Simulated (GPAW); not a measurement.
# In-plane ε∞ of bulk WS2 from LDA and PBE: effect of kernel, k mesh, bands, local-field cutoff and scissors shift

The usual rule of thumb for dielectric response is to refine the k mesh first, to a spacing below about 0.2 1/Å. The problem set here tests it on a quarter-wave layer of WS2 for infrared light of 4000 nm at normal incidence, with the field in the plane of the layers. The photon energy, roughly 0.3 eV, lies well below the gap and well above the lattice vibrations, so the clamped-ion ε∞ supplies the refractive index.

Required are settings for many repeated runs. The layer thickness they give must lie within 5 nm of that from the reference row (LDA, RPA, 18×18×6, 62 bands, 100 eV), and the response step may take at most 50 core-s. The yardstick is thus another calculation; no measured ε∞ is compared here.

## Set-up

The measured cell of a diffraction database, fixed. GPAW 26.7.0, plane waves with PAW (cutoff 450 eV), no spin polarisation, no spin-orbit coupling, clamped ions. Each name gives functional, response level, k mesh, size of the sum over states, local-field cutoff and any scissors shift of the empty bands; line broadening 0.1 eV. The runs were spread over Arm Neoverse V2, Intel(R) Xeon(R) 6975P-C (Granite Rapids) and Intel(R) Xeon(R) Platinum 8375C CPU @ 2.90GHz (Ice Lake), shared with other work, so times are rough and not strictly comparable between rows.

Notes on method and selection:

- Spin-orbit coupling is left out; with atoms heavier than cadmium it mostly narrows gaps and raises ε∞.
- Meshes coarser than about 0.2 1/Å can put ε∞ too high by tens of per cent where the direct gap is small.
- Runs that did not converge, have known faults or may not be shown are not listed, and runs on Ansatz's PAW sets soft_1 and soft_2 are kept to separate tables.

Columns:

- bands: bands in the sum.
- scissors (eV): scissors shift.
- k spacing (1/Å): k-point spacing.
- ε∞: real dielectric constant at zero frequency, field along x.
- cost (core-s): processor time of the response step.

## Table of results

| member | bands | local-field cutoff (eV) | scissors (eV) | k spacing (1/Å) | ε∞ | cost (core-s) |
| --- | --- | --- | --- | --- | --- | --- |
| LDA, RPA, 12×12×6, 62 bands, 20 eV | 62 | 20 | 0 | 0.19 | 13.50 | 32 |
| LDA, ALDA, 12×12×6, 62 bands, 60 eV | 62 | 60 | 0 | 0.19 | 13.02 | 52 |
| LDA, ALDA, 18×18×6, 62 bands, 100 eV | 62 | 100 | 0 | 0.13 | 12.96 | 180 |
| LDA, RPA, 12×12×6, 62 bands, 60 eV | 62 | 60 | 0 | 0.19 | 12.70 | 34 |
| LDA, RPA, 5×5×2, 62 bands, 60 eV | 62 | 60 | 0 | 0.46 | 12.47 | 6.9 |
| PBE, RPA, 12×12×6, 62 bands, 60 eV | 62 | 60 | 0 | 0.19 | 12.37 | 110 |
| LDA, RPA, 18×18×6, 62 bands, 100 eV | 62 | 100 | 0 | 0.13 | 12.36 | 150 |
| LDA, RPA, 12×12×6, 62 bands, 120 eV | 62 | 120 | 0 | 0.19 | 12.24 | 83 |
| LDA, RPA, 12×12×6, 38 bands, 60 eV | 38 | 60 | 0 | 0.19 | 12.20 | 19 |
| LDA, Bootstrap, 12×12×6, 62 bands, 60 eV, scissors 1 eV | 62 | 60 | 1 | 0.19 | 11.32 | 34 |
| LDA, Bootstrap, 18×18×6, 62 bands, 100 eV, scissors 1 eV | 62 | 100 | 1 | 0.13 | 11.07 | 150 |
| LDA, RPA, 12×12×6, 62 bands, 60 eV, scissors 1 eV | 62 | 60 | 1 | 0.19 | 10.46 | 34 |
| LDA, RPA, 18×18×6, 62 bands, 100 eV, scissors 1 eV | 62 | 100 | 1 | 0.13 | 10.22 | 140 |
| LDA, RPA, 18×18×6, 62 bands, 100 eV, scissors 2 eV | 62 | 100 | 2 | 0.13 | 8.83 | 150 |

## Reading the trend

The effects are read as single changes from LDA, RPA, 12×12×6, 62 bands, 60 eV, where ε∞ is 12.70. Going to the 5×5×2 mesh changes it by −0.23, ALDA by +0.32, PBE by −0.33, a 120 eV cutoff by −0.46, 38 bands by −0.50, a 20 eV cutoff by +0.80 and a 1 eV scissors shift by −2.24. The step between these two meshes is the smallest of the seven changes. It is also the only change of mesh alone, and the table has no mesh between the two, so the small difference may be peculiar to this pair.

A higher cutoff admits shorter-wavelength local fields, which oppose the applied field and lower ε∞. The slope weakens from −0.80 / 40 = −0.020 per eV between 20 and 60 eV to −0.46 / 60 = −0.008 per eV between 60 and 120 eV. More bands add transitions that can polarise, and ε∞ rises.

The scissors shift Δ enlarges every transition energy. If the dipole matrix elements stay as they were, ε∞ − 1 should vary roughly as 1/(E + Δ), with E a mean transition energy. The reference row and its 1 eV partner give E = (10.22 − 1) / (12.36 − 10.22) = 4.31 eV. For 2 eV this predicts 1 + (12.36 − 1) × 4.31 / (4.31 + 2) = 8.76, against 8.83 in the table; a straight line through the two rows used would give only 10.22 − 2.14 = 8.08. On the 12×12×6 mesh the same E gives 1 + (12.70 − 1) × 4.31 / (4.31 + 1) = 10.50 for a 1 eV shift, against 10.46.

The Bootstrap kernel imitates the attraction between electron and hole, which strengthens the low-energy transitions. At a 1 eV shift it raises ε∞ by 0.86 on the 12×12×6 mesh and by 0.85 on the 18×18×6 mesh, winning back about two fifths of what the shift removes.

## Outliers

The 5×5×2 row lies below its 12×12×6 partner, although coarse meshes are known to err upwards where the direct gap is small. The direct gap of WS2 is not small in that sense. A possible reason for the low value is that a Γ-centred 5×5 mesh misses the K point, where the direct gap is smallest, while 12×12 and 18×18 meshes contain it. The computed bands fit this: the smallest direct gap on the 5×5×2 mesh is clearly wider than on the two finer ones. A 6×6 mesh, nearly as coarse, does contain K and may err by a different amount or in the other direction, so this row does not give the error of coarse meshes in general. The row itself is usable for the static value, as it differs from its 12×12×6 partner by only about 2 %.

ALDA hardly responds to the finer settings: it falls by 0.06 from 12×12×6 and 60 eV to 18×18×6 and 100 eV, where RPA falls by 0.34. The Coulomb term weakens as 1/G², while the ALDA kernel has the opposite sign and does not weaken with G, so it should increasingly cancel the added local fields. The steadiness of ALDA is therefore no sure sign that the cutoff has converged.

## Time and accuracy

Like runs scatter widely: PBE took 110 core-s where LDA took 34 with the same mesh, bands and cutoff, a factor of 110 / 34 = 3.2 that is more plausibly due to the shared machines than to the functional. Only larger ratios carry weight.

The cost column leaves out the step that computes the bands on each mesh. That step took longer than any response step listed for the same mesh, and it too grows steeply as the mesh is refined. For a fixed structure and functional it is needed once per mesh and can serve several response runs; for a new structure it must be repeated, and a coarse mesh then saves more than the response times suggest. In the response step alone, the 5×5×2 mesh is cheaper than 12×12×6 by 34 / 6.9 = 4.9 and changes ε∞ by 0.23. Going from 12×12×6 and 60 eV to the reference settings costs 150 / 34 = 4.4 times as much and changes ε∞ by 0.34. The scissors shift and the Bootstrap kernel add no visible cost, yet they change the result far more than the finer mesh and cutoff do.

## Choosing a member

For normal incidence n = √ε∞ and d = λ/(4n). With λ = 4000 nm this becomes d = 1000 nm / √ε∞. The reference row gives 1000 / √12.36 = 284.4 nm.

Only unshifted LDA rows with RPA are screened, since the others change the physical level as well as the settings. Four of them cost less than 50 core-s:

- 12×12×6, 62 bands, 20 eV: 1000 / √13.50 = 272.2 nm, 12.2 nm too thin; rejected.
- 12×12×6, 62 bands, 60 eV: 1000 / √12.70 = 280.6 nm, 3.8 nm too thin; accepted.
- 12×12×6, 38 bands, 60 eV: 1000 / √12.20 = 286.3 nm, 1.9 nm too thick; accepted on the number alone.
- 5×5×2, 62 bands, 60 eV: 1000 / √12.47 = 283.2 nm, 1.2 nm too thin; accepted.

Two of these agreements are helped by opposed errors. Cutting the sum to 38 bands moves the thickness by 286.3 − 280.6 = 5.7 nm, which alone would break the limit, so that row is set aside. The coarse mesh moves it by 283.2 − 280.6 = 2.6 nm, and the remaining settings by 3.8 nm the other way. Either error alone stays within 5 nm.

The pick is therefore 5×5×2 with 62 bands and 60 eV, at 6.9 core-s for the response step. It holds for exactly this mesh, not for any mesh of similar spacing. The runner-up is the 12×12×6 mesh with the same bands and cutoff. If the band step also had to fit into the 50 core-s, the runner-up would drop out and the pick would stay.

The error of the level may well be larger than the tolerance. LDA gaps are too small, which raises ε∞, and RPA lacks the electron–hole attraction, which lowers it; in common semiconductors the net result is usually too high, by roughly 10 %. The Bootstrap row with a 1 eV shift, which treats both faults approximately, gives 1000 / √11.07 = 300.6 nm at the reference mesh and cutoff. If that row were right, a layer cut to the reference value would be about 16 nm too thin. Nothing here shows that a 1 eV shift suits WS2, so the figure indicates the possible size of the error, not its sign.

A tolerance of 2 nm would overturn the pick, because its agreement would then depend on the cancellation. So would a strain or a related compound with a small direct gap, where the mesh error can reach tens of per cent.

## Summary

For the static in-plane ε∞ of WS2, going from 5×5×2 to 12×12×6 changes the result less than the changes of cutoff and band number tried here. In this one comparison the mesh was not the setting that most needed refining. Whether the rule of thumb fails for WS2 more generally is left open; that would take further meshes, including coarse ones that contain the K point. Spectra need a finer mesh than a static value in any case. The table does not show convergence beyond 62 bands, and ε∞ is still falling with the local-field cutoff at 120 eV; the reference shares both uncertainties.

No omitted effect is expected to exceed the full spread of the table, 13.50 − 8.83 = 4.67. Spin–orbit coupling in tungsten should narrow the gap and raise ε∞ somewhat, perhaps by as much as the smaller changes of setting. A truly static field would also move the ions and add a positive lattice part, probably small in the plane because the effective charges of WS2 are small.
